A crystal at its preferred volume ought to behave like a spring. Squeezing it and stretching it by the same amount should then cost the same energy, and doubling the change should multiply the cost by four. TiSi₂, treated here with density functional theory, comes close to this near its minimum but departs from it in a definite direction. Compression costs more than the spring says and expansion costs less, because the crystal becomes stiffer as its atoms are brought closer together.

TiSi₂ (space group Cmcm, 6 atoms in the cell), computed with Ansatz 0.2.0: density functional PBEsol, plane-wave PAW, scalar-relativistic, no spin polarisation, cutoff 420 eV, k mesh 10×10×10, Gaussian smearing of 0.1 eV. Cell shape and atoms are relaxed at each volume, and energies count from the minimum of a third-order Birch-Murnaghan fit.

```
volume per atom (Å³/atom)  energy over minimum (meV/atom)  pressure (GPa)
                   12.241                           107.1           23.05
                   12.658                            56.8           15.82
                   13.076                            23.8            9.68
                   13.493                             5.6            4.45
                   13.910                             0.0           -0.01
                   14.328                             5.1           -3.82
                   14.745                            19.3           -7.08
```

**A spring to measure against**

The energy over minimum is the cost of changing the volume of this one crystal structure. The pressure is what must be applied to hold the crystal at that volume, and a negative pressure is an outward pull. A spring in volume needs one property, the bulk modulus B, which is the pressure required per relative loss of volume. The two rows beside the minimum give it:

B = 13.910 × (4.45 + 3.82) / (14.328 − 13.493) ≈ 138 GPa

A pressure of 1 GPa, about ten thousand atmospheres, therefore shrinks the crystal by only about 0.7 %. This holds for a lattice without thermal motion; heat would normally make it somewhat softer.

In a spring the pressure grows in proportion to the volume change, so its average on the way is half the final value. Multiplying that average by the volume change gives the energy:

E = B (V − V₀)² / (2V₀)

Here V is the volume per atom and V₀ = 13.910 Å³ is its value in the row of lowest energy. Apart from picking out that row, the estimate rests on two pressures and not on the energies it is asked to predict.

**From 12.241 to 13.076 Å³: the squeezed crystal**

The first row has lost 12 % of its volume, which is 13.910 − 12.241 = 1.669 Å³ an atom. With 1 eV/Å³ equal to about 160 GPa, the spring gives

E = 138 × 1.669² / (2 × 13.910) ≈ 13.8 GPa Å³ ≈ 86 meV an atom

The calculation gives 107.1 meV, so the spring misses about a fifth of the computed cost. At 13.076 Å³, with half the compression, it misses about a tenth. The error grows with the squeeze, as it must if the stiffness itself is changing.

The pressures show that change directly. Between the first two rows the bulk modulus is about 216 GPa, and it falls at every step down the table. The cell edges also change smoothly across the compressed rows, so the stiffening belongs to one structure followed under pressure. Whether the real crystal would change to a less symmetric form is left open, because the relaxations hold it to its starting symmetry.

Theory explains it by the different reach of two opposing effects. Bonding and electrostatic attraction pull the atoms together, and they strengthen only gradually as the distances shrink. Against them stands the cost of confining electrons in less space and of pushing filled shells into one another, which the Pauli principle makes expensive. This repulsion rises much more steeply. At the minimum the two balance; under compression the repulsion runs ahead, and each further step meets more resistance than the one before. The calculation does not split the energy into these parts, so the table shows the outcome of this contest and not its two sides.

The crystal also chooses how to shrink, which the volume column hides. In the relaxed cell of the first row the long b axis is 5.9 % shorter than at the minimum, while a and c are each about 3.3 % shorter. The structure matches the known ZrSi₂ type, in which flat nets of silicon lie across the b axis. A plausible reading is that the silicon–silicon contacts within the nets resist compression more than the stacking of the layers does, but no calculation here tests the bonds separately.

**From 13.493 to 14.328 Å³: around the minimum**

Here the spring picture nearly holds. A change of 3 % costs 5.6 meV an atom inward and 5.1 meV outward, a small difference but already in the direction that the steeper repulsion demands. The pressure of −0.01 GPa in the middle row is effectively zero and needs no physical cause.

The zero of energy is the minimum of this structure alone. TiSi₂ has another well-known crystal form, and the energies here cannot tell which of the two is more stable or at what pressure one would turn into the other.

**14.745 Å³: the stretched crystal**

The last row is the counterpart of 13.076 Å³, with 6 % of volume gained instead of lost. Stretching costs 19.3 meV an atom, against 23.8 meV for the equal compression. The spring now errs the other way and overestimates the cost by about 12 % of the computed value. As the atoms move apart the steep repulsion fades first, so the attraction is left increasingly unopposed, but the attraction is itself weakening. The net pull still grows, though by less with each step.

The two sides differ more in pressure than in energy. Holding the compressed crystal takes 9.68 GPa, while the stretched one needs a pull of 7.08 GPa, a ratio of 1.37; the energies have a ratio of only 1.23. The reason is that pressure reports the resistance at the end of the path, where the asymmetry is greatest. Energy adds up the resistance along the whole path, including the first part near the minimum, where both directions are almost alike. Pressure is therefore the more sensitive sign that a solid is leaving the spring regime.

**Carrying the rule to another solid**

From the last step of the table to the first, the bulk modulus rises from about 114 to 216 GPa while the mean pressure rises from about −5 to 19 GPa. That is roughly 4 GPa of extra stiffness for each GPa of pressure, a size familiar from many dense solids. For a similar compound that stays in one structure, a first guess can start from its bulk modulus and the spring formula. The guess should then be raised for compression and lowered for expansion, by around a tenth at 6 % and more beyond. The output below compares the spring with the computed energy in every row.

Printed output of the fit:

```
energy cost of 6 percent compression over that of 6 percent expansion: 1.233
size of pressure at 6 percent compression over that at 6 percent expansion: 1.367
energy factor from 3 to 6 percent compression (spring gives 4): 4.25
energy factor from 6 to 12 percent compression (spring gives 4): 4.5
energy factor from 3 to 6 percent expansion (spring gives 4): 3.784
bulk modulus from the two rows beside the minimum in GPa: 137.8
spring estimate against computed energy:
     row  volume change in percent  spring energy in meV/atom  computed less spring in meV/atom
  12.241                       -12                       86.1                                21
  12.658                    -9.001                      48.45                             8.351
  13.076                    -5.996                       21.5                             2.301
  13.493                    -2.998                      5.375                            0.2253
   13.91                         0                          0                                 0
  14.328                     3.005                        5.4                           -0.3005
  14.745                     6.003                      21.55                             -2.25
steps from the row before:
     row  energy drop per volume in GPa  mean of the two pressures in GPa  bulk modulus of the step in GPa
  12.658                          19.33                             19.44                            215.9
  13.076                          12.65                             12.75                              189
  13.493                          6.993                             7.065                            166.6
   13.91                          2.152                              2.22                            146.5
  14.328                         -1.955                            -1.915                            128.7
  14.745                         -5.456                             -5.45                            113.6
bulk modulus of the most compressed step over that of the most expanded step: 1.899
change of a axis at 12 percent compression in percent: -3.354
change of b axis at 12 percent compression in percent: -5.855
change of c axis at 12 percent compression in percent: -3.29
share of b axis in the logarithmic volume change in percent: 47.21
```
